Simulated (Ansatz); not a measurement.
## How basis sets differ on AlH (SMILES [AlH])

AlH, singlet, SMILES `[AlH]`. Each level relaxes the structure for itself.

Each level gives the equilibrium bond length (Å). The values are calculated.

```tsv
level	kind	program	value (Å)
HF/STO-3G	Hartree–Fock	Ansatz	1.556
HF/3-21G	Hartree–Fock	Ansatz	1.677
HF/6-31G	Hartree–Fock	Ansatz	1.687
HF/6-31G* (Cartesian functions)	Hartree–Fock	Ansatz	1.652
HF/6-31G** (Cartesian functions)	Hartree–Fock	Ansatz	1.651
HF/6-311G** (Cartesian d past Ne)	Hartree–Fock	Ansatz	1.648
HF/6-311+G** (Cartesian d past Ne)	Hartree–Fock	Ansatz	1.648
HF/6-311++G(2d,2p)	Hartree–Fock	Ansatz	1.647
HF/6-311++G(3df,3pd)	Hartree–Fock	Ansatz	1.647
```

The values span 1.556 to 1.687 Å. Without the sets that lack polarisation functions the rows with a basis span only 1.647 to 1.652 Å.

The bond length doesn't converge monotonically: it is far too short in the minimal basis, too long in the split-valence sets, and almost settled once aluminium has d functions. The step from 6-31G to 6-31G*, 1.687 to 1.652 Å, is the decisive one. Aluminium keeps a largely 3s lone pair and binds hydrogen mainly through 3p, and the d functions let both densities polarise along the axis, which strengthens the overlap. This is polarisation of an s,p valence shell, not evidence of 3d bonding. Polarising hydrogen as well changes little, as expected for a centre whose bonding density is mostly 1s. The short STO-3G bond probably reflects a hydrogen 1s function of fixed size, which cannot expand to hold the charge drawn from the more electropositive aluminium.

Diffuse functions on aluminium leave the length at 1.648 Å, but their effect on the hydridic hydrogen can't be isolated, because they enter together with additional polarisation functions.
